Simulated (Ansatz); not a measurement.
## Ligand exchange: C2H3F + SiH3I → C2H2FI + SiH4

Species: C2H3F `C=CF`, singlet; SiH3I `[SiH3]I`, singlet; C2H2FI `C=C(F)I`, singlet; SiH4 (silane) `[SiH4]`, singlet. The partners trade H for I: C–H and Si–I bonds give way to C–I and Si–H.

Shapes, held fixed at every level: PBE0-D4/def2-TZVP. Programs: Ansatz 0.2.0. The zero-point and thermal change to 298 K, harmonic and unscaled (PBE0-D4/def2-TZVP), is -10.0 kJ/mol.

(1) Estimate ΔH(298 K) of this reaction.

Answers

(1) The highest level, CCSD(T)/def2-TZVPP, gives ΔH(298 K) = +121.1 kJ/mol; the levels span +114.0 to +147.6. The column of differences is taken from that level and isn't an error. No measured value is set beside it here. For atoms past krypton def2 sets carry core potentials with scalar relativity. Outer-core shells of I are correlated in most correlated rows, in sets that cover them unevenly.

| level | kind | ΔH(298 K) (kJ/mol) | less CCSD(T)/def2-TZVPP |
| --- | --- | --- | --- |
| HF/def2-TZVPP | Hartree–Fock | +147.6 | +26.5 |
| SPW92/def2-TZVPP | LDA | +114.0 | -7.1 |
| r2SCAN-D4/def2-TZVPP | meta-GGA | +123.3 | +2.2 |
| BHLYP-D4/def2-TZVPP | global hybrid | +133.6 | +12.5 |
| r2SCAN0-D4/def2-TZVPP | global hybrid | +132.1 | +11.0 |
| CCSD/def2-SVP | coupled cluster or CI | +128.0 | +6.9 |
| CCSD/def2-TZVPP | coupled cluster or CI | +125.9 | +4.8 |
| CCSD(T)/def2-TZVPP | coupled cluster or CI | +121.1 | 0.0 |

The exchange is strongly endothermic at every level, so the sign is not in doubt: hydrogen belongs on carbon and iodine on silicon. The main cause is the loss of a strong vinylic C–H bond for a weaker Si–H bond. The halogen side adds to the cost, because iodine binds more strongly to the electropositive silicon, where the bond is more polar, than to carbon, whose electronegativity is close to its own.

Hartree–Fock puts the enthalpy at +147.6 kJ/mol, and CCSD and then CCSD(T) lower it in turn, so correlation favours the products, probably because iodine's soft lone pairs lie closer to other electrons in the short C–I bond, beside fluorine and the π system. The near agreement of r2SCAN-D4 with CCSD(T) may owe something to cancellation and doesn't by itself establish the functional's accuracy for such exchanges. With two molecules on each side, the entropy change is probably small, which suggests that the equilibrium lies far towards the reactants.
